A wurtzite cell of zinc sulfide is enlarged in steps while its shape stays the same. For each volume the calculation gives the pressure needed to hold the cell there. Six pressures are known; what are the two at the largest volumes?

Ansatz 0.2.0: scalar-relativistic DFT with the PBE functional and frozen-core PAW, for wurtzite ZnS (4-atom cell) without spin polarisation. All rows use a 420 eV plane-wave cutoff, an 8×8×5 k mesh and Fermi–Dirac smearing of 0.03 eV. The cell shape and relative atomic positions are held fixed; pressure is positive in compression.

| volume (Å³/atom) | c/a | shortest distance (Å) | pressure (GPa) |
| --- | --- | --- | --- |
| 18.427 | 1.6358 | 2.267 | 7.926 |
| 18.436 | 1.6358 | 2.267 | 7.871 |
| 19.211 | 1.6358 | 2.299 | 4.002 |
| 19.603 | 1.6358 | 2.314 | 2.332 |
| 19.799 | 1.6358 | 2.322 | 1.561 |
| 19.995 | 1.6358 | 2.329 | 0.829 |
| 20.387 | 1.6358 | 2.345 | ? |
| 20.779 | 1.6358 | 2.360 | ? |

**What happens.** In the table, c/a is the ratio of the cell's two edge lengths and the shortest distance is that between neighbouring Zn and S atoms. This ratio and the relative positions of the atoms are fixed, so every distance grows by the same factor. The pressure falls at each step, and it falls less and less for the same added volume. The useful measure is the bulk modulus, the pressure change divided by the relative volume change. It drops from about 94 GPa between volumes 18.436 and 19.211 to about 74 GPa between 19.799 and 19.995, so the crystal softens as it expands.

**Why.** Two tendencies compete in the cell. Bonding and the attraction between unlike charges pull the atoms together, while overlapping electron shells push them apart. The push has a short range and fades faster with distance than the pull. It also supplies the stiffness, which the pull by itself would only lower. As the push fades, the crystal softens. This is standard theory; the table shows the softening but doesn't separate the two parts.

The same picture tells what lies ahead. Once the pull outweighs the push, the cell has to be held open from outside, and the pressure is negative. At volume 19.995 only 0.83 GPa is left, while the step from 19.603 to 19.995 alone removed 1.50 GPa. The next step is equally long, so even with some softening it should carry the pressure through zero.

**How large.** Pressure is minus the slope of energy against volume. Write the energy as a short power series in the strain $f=\tfrac12(x^{2/3}-1)$, where $x$ is a reference volume divided by the actual one. Its slope then gives

$$P=x^{5/3}\,(c_0+c_1 f+c_2 f^2).$$

This is the third-order Birch–Murnaghan equation. Its three constants were fitted to the six known rows, with 19.603 as the reference volume.

Take volume 20.387, which was not part of the fit. Here $x=19.603/20.387$, so $f=-0.0129$ and $x^{5/3}=0.937$. With the fitted constants 2.332, 225.9 and 134.7 GPa, the bracket is $2.33-2.91+0.02=-0.56$ GPa. Multiplied by 0.937, this gives $-0.52$ GPa.

The error bar depends on how well six points fix the curvature. Dropping $c_2$ gives a simpler curve that predicts left-out known rows less well. Half the gap between the two curves serves as the error bar; this is a judgement, not a statistical interval. The forecasts are:

- volume 20.387: $-0.52\pm0.02$ GPa
- volume 20.779: $-1.74\pm0.04$ GPa

Both should lie above the straight line through the last two known points, which ignores the softening and gives $-0.64$ and $-2.10$ GPa.

The withheld rows as computed:

| volume (Å³/atom) | c/a | shortest distance (Å) | pressure (GPa) |
| --- | --- | --- | --- |
| 20.387 | 1.6358 | 2.345 | -0.523 |
| 20.779 | 1.6358 | 2.360 | -1.740 |

Both forecasts hold. The cell is under tension in both rows, and the second of the two steps costs less pressure than the first. The model comes out too low by about 0.001 GPa at 20.387 and 0.004 GPa at 20.779. Rounding the volumes to three decimals is alone worth up to about 0.003 GPa, which is also the size of the errors for left-out known rows, so part of each miss is rounding. Both misses have the same sign and grow with distance, as expected when the series in $f$ is cut off after three terms.

The error bars proved generous. All rows are the same insulating crystal in the same shape, so one smooth curve joins them, and the farther forecast reaches only about 4% in volume beyond the last known point. The simpler curve bends too little and ends 0.08 GPa too low at 20.779. The straight line ends 0.36 GPa too low there, so most of the gain comes from allowing for softening at all. The printed analysis after this note gives the details of both fits.

**What to do about it.** For a short extrapolation, let the bulk modulus change with pressure. Over the known rows it changes by about 4 GPa for each GPa of pressure. The two-constant curve fixes this ratio at 4 at zero pressure and a little lower under compression, slightly below what these rows show, which is why it bends too little. It is still a fair first guess when too few points are known to fix a third constant.

Don't take the zero of this curve, near 20.23 Å³ per atom, for the resting volume of ZnS. The printed pressure is an average over three directions, and at volume 19.995 it hides a conflict. The cell is still squeezed by 1.41 GPa in each of the two directions across the long axis, but already stretched by 0.33 GPa along it. The atoms also still feel forces along that axis. The ratio c/a is almost that of ideal tetrahedra, whose bonds would all be near 2.29 Å in the first row. The shortest distance there is 2.267 Å, so the atoms sit off the ideal positions, and this offset is the likely source of both the forces and the uneven stress. Neither the relative positions nor the cell's shape was allowed to adjust. If the resting volume is what matters, relax both first; the curve here holds for the fixed shape alone. Even after that, PBE is expected to give a somewhat too large volume and a somewhat too soft crystal, an error of the functional that relaxing doesn't remove.

The analysis program printed:

```
mean bulk modulus from 18.436 to 19.211, GPa: 93.96
mean bulk modulus from 19.799 to 19.995, GPa: 74.31
rise of bulk modulus per GPa of pressure, no unit: 4.144
mean pressure from the energy difference 19.799 to 19.995, GPa: 1.2
mean of the two printed pressures there, GPa: 1.195
in-plane less axial stress at 19.995, GPa: 1.738
fit of pressure on 6 rows: coefficient of g 2.332 +/- 0.0012, coefficient of g*strain 225.9 +/- 0.21, coefficient of g*strain**2 134.7 +/- 12; rms 0.00146, worst 18.436 0.00255, leave-one-out rms 0.00292
  rows outside the fit (model, value, miss): 20.387 -0.5244, -0.523, -0.00142; 20.779 -1.744, -1.74, -0.00373
fit of pressure on 6 rows: coefficient of g 2.339 +/- 0.0057, coefficient of g*strain 228.2 +/- 0.42; rms 0.00977, worst 19.211 0.0169, leave-one-out rms 0.0139
  rows outside the fit (model, value, miss): 20.387 -0.5665, -0.523, -0.0435; 20.779 -1.821, -1.74, -0.0812
forecast pressure at 20.387, GPa: -0.5244
error bar at 20.387, GPa: 0.02102
forecast pressure at 20.779, GPa: -1.744
error bar at 20.779, GPa: 0.03875
straight-line pressure at 20.387, GPa: -0.635
straight-line pressure at 20.779, GPa: -2.099
fixed-shape volume at zero mean pressure, A^3 per atom: 20.23
bulk modulus at that volume, GPa: 69.09
known pressure drop 19.603 to 19.995, GPa: 1.503
forecast drop 19.995 to 20.387, GPa: 1.353
forecast drop 20.387 to 20.779, GPa: 1.219
computed drop 19.995 to 20.387, GPa: 1.352
computed drop 20.387 to 20.779, GPa: 1.217
```
